**Levels near the Fermi energy of a six-layer Pt(100) slab and their weight on the outer layers**

The table holds Kohn-Sham levels next to the Fermi level at 18 points of the surface zone, with their Löwdin weight on the two outer layers of both faces, from Ansatz 0.2.0 (PBE with spin-orbit coupling, plane waves with PAW datasets, 420 eV, 12×12×1 mesh, 0.1 eV Gaussian smearing). The program checks the pairing of b1 and b2 and compares the weights with an even spread (4/6) and with the standing waves of a one-orbital chain of six layers, which has no adjustable constant. All b1 weights lie within the chain's range of 0.46 to 0.89, and only the empty level a1 at G (0.48 eV, weight 0.94) exceeds it. The lowest weights, 0.22 and 0.32, lie on the zone edge, where hopping between like orbitals of adjacent layers vanishes and the chain fails. The output also lists level separations, fillings under the smearing, the Löwdin charge sum and the 5d hole counts.

Kohn-Sham levels of a relaxed, unreconstructed six-layer Pt(100) slab, computed with Ansatz 0.2.0 using PBE with spin-orbit coupling, PAW, a 420 eV plane-wave cutoff, a 12×12×1 k mesh and 0.1 eV Gaussian smearing. Levels b lie below and a above the Fermi level; weights are Löwdin shares on the two outer layers of both faces together, not renormalised.

## Analysis program

```python
# Table: Kohn-Sham levels nearest E_F (eV) and Loewdin weight on the two outer layers of both faces,
# six-layer Pt(100) 1x1 slab, Ansatz 0.2.0, PBE + spin-orbit, PAW, 420 eV, 12x12x1, gaussian 0.1 eV.
# Tested: b1 = b2 pairing; whether standing waves of a six-layer chain already cover the weights.
T = {
    'point_label': ['X', 'between', 'between', 'between', 'between', 'between', 'G', 'between', 'between', 'between', 'between', 'between', 'M', 'between', 'between', 'between', 'between', 'between'],
    'point_a': [0.5, 0.4167, 0.3333, 0.25, 0.1667, 0.0833, 0.0, 0.0833, 0.1667, 0.25, 0.3333, 0.4167, 0.5, 0.5, 0.5, 0.5, 0.5, 0.5],  # reciprocal cell vectors
    'point_b': [0.0, 0.0, 0.0, 0.0, 0.0, 0.0, 0.0, 0.0833, 0.1667, 0.25, 0.3333, 0.4167, 0.5, 0.4167, 0.3333, 0.25, 0.1667, 0.0833],  # reciprocal cell vectors
    'level_b1': [0.0, -0.15, -0.05, -0.22, -0.04, -0.16, -0.09, -0.23, -0.12, -0.2, -0.11, -0.03, -0.19, -0.37, -0.11, -0.01, -0.13, 0.0],  # eV
    'level_outer_orbital_weight_b1': [0.58, 0.85, 0.73, 0.82, 0.64, 0.76, 0.76, 0.78, 0.81, 0.79, 0.8, 0.84, 0.62, 0.76, 0.86, 0.46, 0.7, 0.6],
    'level_b2': [0.0, -0.15, -0.05, -0.22, -0.04, -0.16, -0.09, -0.23, -0.12, -0.2, -0.11, -0.03, -0.19, -0.37, -0.11, -0.01, -0.13, 0.0],  # eV
    'level_outer_orbital_weight_b2': [0.58, 0.85, 0.73, 0.82, 0.64, 0.76, 0.76, 0.78, 0.81, 0.79, 0.8, 0.84, 0.62, 0.76, 0.86, 0.46, 0.7, 0.6],
    'level_a1': [0.66, 0.03, 0.09, 0.07, 0.22, 0.16, 0.48, 0.09, 0.3, 0.26, 0.3, 0.0, 0.44, 0.23, 0.02, 0.08, 0.0, 1.31],  # eV
    'level_outer_orbital_weight_a1': [0.32, 0.64, 0.78, 0.52, 0.84, 0.79, 0.94, 0.8, 0.58, 0.59, 0.62, 0.45, 0.45, 0.48, 0.32, 0.64, 0.49, 0.22],
}
import numpy as np
from scipy.special import erfc
g = lambda k: np.array(T[k], float)
a, b = g('point_a'), g('point_b')
b1, b2, a1 = g('level_b1'), g('level_b2'), g('level_a1')
w1, w2, wa = (g('level_outer_orbital_weight_' + s) for s in ('b1', 'b2', 'a1'))
nm = [l if l != 'between' else '(%.2f,%.2f)' % (x, y) for l, x, y in zip(T['point_label'], a, b)]
# typed from further outputs of the same run
area, sig, wf, nel = 7.880896, 0.1, (5.59347, 5.593632), 108
low = np.array([[1.9905, 0.9978, 1.9994, 3.9974, 3.7831, 5.1379],   # site 0 (outer): 5s 6s 5p1/2 5p3/2 5d3/2 5d5/2
                [1.9851, 0.9497, 1.9995, 3.9981, 3.7544, 5.1247],   # site 1
                [1.9856, 0.9674, 1.9995, 3.9981, 3.7435, 5.1414]])  # site 2
def chain(N, outer):
    j = np.array(outer)
    return np.array([2 / (N + 1) * np.sum(np.sin(n * np.pi * j / (N + 1)) ** 2) for n in range(1, N + 1)])
s6, s3 = chain(6, [1, 2, 5, 6]), chain(3, [1, 3])   # three-chain = layers 1,3,5; layer 3 is inner
occ = lambda e: 0.5 * erfc(e / sig)
hop = np.abs(np.cos(np.pi * a) * np.cos(np.pi * b))
near = np.where(np.abs(b1) <= np.abs(a1), b1, a1)
wn = np.where(np.abs(b1) <= np.abs(a1), w1, wa)
print('point        a1-b1/eV  filling b1  filling a1  w(b1)-4/6  w(a1)-4/6  |cos cos|')
for i in range(len(a)):
    print('%-12s %6.2f %10.2f %11.2f %+11.2f %+10.2f %9.2f' % (nm[i], a1[i] - b1[i], occ(b1[i]), occ(a1[i]), w1[i] - 4 / 6, wa[i] - 4 / 6, hop[i]))
print('filling = erfc(E/0.1 eV)/2 (assumed convention); |cos cos| = like-orbital hopping factor, adjacent layers')
allv = np.concatenate([b1, b2, a1, w1, w2, wa])
rem = np.abs(allv * 100 - np.round(allv * 100)).max()
print('all entries are multiples of 0.01: %s; rounding +-0.005 (eV or weight)' % (rem < 1e-6))
print('largest |b1-b2| %.3f eV, weight difference %.3f, over %d points' % (np.abs(b1 - b2).max(), np.abs(w1 - w2).max(), len(a)))
print('work functions %.3f and %.3f eV, difference %.2f meV' % (wf[0], wf[1], 1e3 * (wf[1] - wf[0])))
print('even spread 4/N: N=6 %.3f, N=12 %.3f, N=24 %.3f' % (4 / 6, 4 / 12, 4 / 24))
print('six-layer chain, outer share n=1..6:', ' '.join('%.3f' % x for x in s6), 'mean %.3f' % s6.mean())
print('same model, every second layer (three-chain):', ' '.join('%.2f' % x for x in s3))
for lab, w in (('b1', w1), ('a1', wa)):
    print('%s weight: %.2f to %.2f, mean %.2f; above 4/6: %d; above %.2f: %d; below %.2f: %d'
          % (lab, w.min(), w.max(), w.mean(), (w > 4 / 6).sum(), s6.max(), (w > s6.max()).sum(), s6.min() - 0.005, (w < s6.min() - 0.005).sum()))
o = np.argsort(-wa)
print('highest a1 weight: %s %.2f at %.2f eV, %.2f over chain maximum, at most %.2f left for inner layers'
      % (nm[o[0]], wa[o[0]], a1[o[0]], wa[o[0]] - s6.max(), 1 - wa[o[0]]))
print('next highest: a1 %s %.2f; b1 %s %.2f' % (nm[o[1]], wa[o[1]], nm[w1.argmax()], w1.max()))
print('lowest a1 weights:', '; '.join('%s %.2f at %.2f eV' % (nm[i], wa[i], a1[i]) for i in o[::-1][:5]))
e = np.isclose(a, 0.5)
print('zone edge a=0.5 (%d points): mean weight b1 %.2f, a1 %.2f' % (e.sum(), w1[e].mean(), wa[e].mean()))
print('zone interior (%d points): mean weight b1 %.2f, a1 %.2f' % ((~e).sum(), w1[~e].mean(), wa[~e].mean()))
ie = sorted(np.where(e)[0], key=lambda i: b[i])
print('edge X to M, nearest level/eV:', ' '.join('%+.2f' % near[i] for i in ie))
print('edge X to M, its weight:      ', ' '.join('%5.2f' % wn[i] for i in ie))
d = a1 - b1
print('a1-b1: min %.2f at %s, median %.2f, max %.2f eV at %s' % (d.min(), nm[d.argmin()], np.median(d), d.max(), nm[d.argmax()]))
print('|E|<0.1 eV: b1 %d, a1 %d, points with either %d; printed as 0.000: b1 %d, a1 %d'
      % ((np.abs(b1) < sig).sum(), (a1 < sig).sum(), (np.abs(near) < sig).sum(), (b1 == 0).sum(), (a1 == 0).sum()))
dk = 2 * np.pi / np.sqrt(area) / 12
print('step between points %.3f 1/A (diagonal %.3f); highest a1 lies %.2f eV below vacuum' % (dk, dk * 2 ** 0.5, wf[0] - a1.max()))
tot = 2 * low.sum()
print('Loewdin sum %.2f of %d electrons, missing %.2f (%.1f %%), sites 3-5 by symmetry' % (tot, nel, nel - tot, 100 * (nel - tot) / nel))
print('5d holes, layer 1,2,3:', ' '.join('%.2f' % (10 - x) for x in low[:, 4] + low[:, 5]),
      '; j=5/2 part:', ' '.join('%.2f' % (6 - x) for x in low[:, 5]))
assert np.allclose(b1, b2) and np.allclose(w1, w2)
assert w1.min() > s6.min() - 0.005 and w1.max() < s6.max()
assert nm[o[0]] == 'G' and (wa > s6.max()).sum() == 1
assert e[wa < 0.4].all() and wa[e].mean() < wa[~e].mean()
```

Printed output:

```
point        a1-b1/eV  filling b1  filling a1  w(b1)-4/6  w(a1)-4/6  |cos cos|
X              0.66       0.50        0.00       -0.09      -0.35      0.00
(0.42,0.00)    0.18       0.98        0.34       +0.18      -0.03      0.26
(0.33,0.00)    0.14       0.76        0.10       +0.06      +0.11      0.50
(0.25,0.00)    0.29       1.00        0.16       +0.15      -0.15      0.71
(0.17,0.00)    0.26       0.71        0.00       -0.03      +0.17      0.87
(0.08,0.00)    0.32       0.99        0.01       +0.09      +0.12      0.97
G              0.57       0.90        0.00       +0.09      +0.27      1.00
(0.08,0.08)    0.32       1.00        0.10       +0.11      +0.13      0.93
(0.17,0.17)    0.42       0.96        0.00       +0.14      -0.09      0.75
(0.25,0.25)    0.46       1.00        0.00       +0.12      -0.08      0.50
(0.33,0.33)    0.41       0.94        0.00       +0.13      -0.05      0.25
(0.42,0.42)    0.03       0.66        0.50       +0.17      -0.22      0.07
M              0.63       1.00        0.00       -0.05      -0.22      0.00
(0.50,0.42)    0.60       1.00        0.00       +0.09      -0.19      0.00
(0.50,0.33)    0.13       0.94        0.39       +0.19      -0.35      0.00
(0.50,0.25)    0.09       0.56        0.13       -0.21      -0.03      0.00
(0.50,0.17)    0.13       0.97        0.50       +0.03      -0.18      0.00
(0.50,0.08)    1.31       0.50        0.00       -0.07      -0.45      0.00
filling = erfc(E/0.1 eV)/2 (assumed convention); |cos cos| = like-orbital hopping factor, adjacent layers
all entries are multiples of 0.01: True; rounding +-0.005 (eV or weight)
largest |b1-b2| 0.000 eV, weight difference 0.000, over 18 points
work functions 5.593 and 5.594 eV, difference 0.16 meV
even spread 4/N: N=6 0.667, N=12 0.333, N=24 0.167
six-layer chain, outer share n=1..6: 0.457 0.892 0.651 0.651 0.892 0.457 mean 0.667
same model, every second layer (three-chain): 0.50 1.00 0.50
b1 weight: 0.46 to 0.86, mean 0.73; above 4/6: 13; above 0.89: 0; below 0.45: 0
a1 weight: 0.22 to 0.94, mean 0.58; above 4/6: 5; above 0.89: 1; below 0.45: 5
highest a1 weight: G 0.94 at 0.48 eV, 0.05 over chain maximum, at most 0.06 left for inner layers
next highest: a1 (0.17,0.00) 0.84; b1 (0.50,0.33) 0.86
lowest a1 weights: (0.50,0.08) 0.22 at 1.31 eV; (0.50,0.33) 0.32 at 0.02 eV; X 0.32 at 0.66 eV; (0.42,0.42) 0.45 at 0.00 eV; M 0.45 at 0.44 eV
zone edge a=0.5 (7 points): mean weight b1 0.65, a1 0.42
zone interior (11 points): mean weight b1 0.78, a1 0.69
edge X to M, nearest level/eV: +0.00 +0.00 +0.00 -0.01 +0.02 +0.23 -0.19
edge X to M, its weight:        0.58  0.60  0.49  0.46  0.32  0.48  0.62
a1-b1: min 0.03 at (0.42,0.42), median 0.32, max 1.31 eV at (0.50,0.08)
|E|<0.1 eV: b1 7, a1 8, points with either 12; printed as 0.000: b1 2, a1 2
step between points 0.187 1/A (diagonal 0.264); highest a1 lies 4.28 eV below vacuum
Loewdin sum 107.11 of 108 electrons, missing 0.89 (0.8 %), sites 3-5 by symmetry
5d holes, layer 1,2,3: 1.08 1.12 1.12 ; j=5/2 part: 0.86 0.88 0.86
```
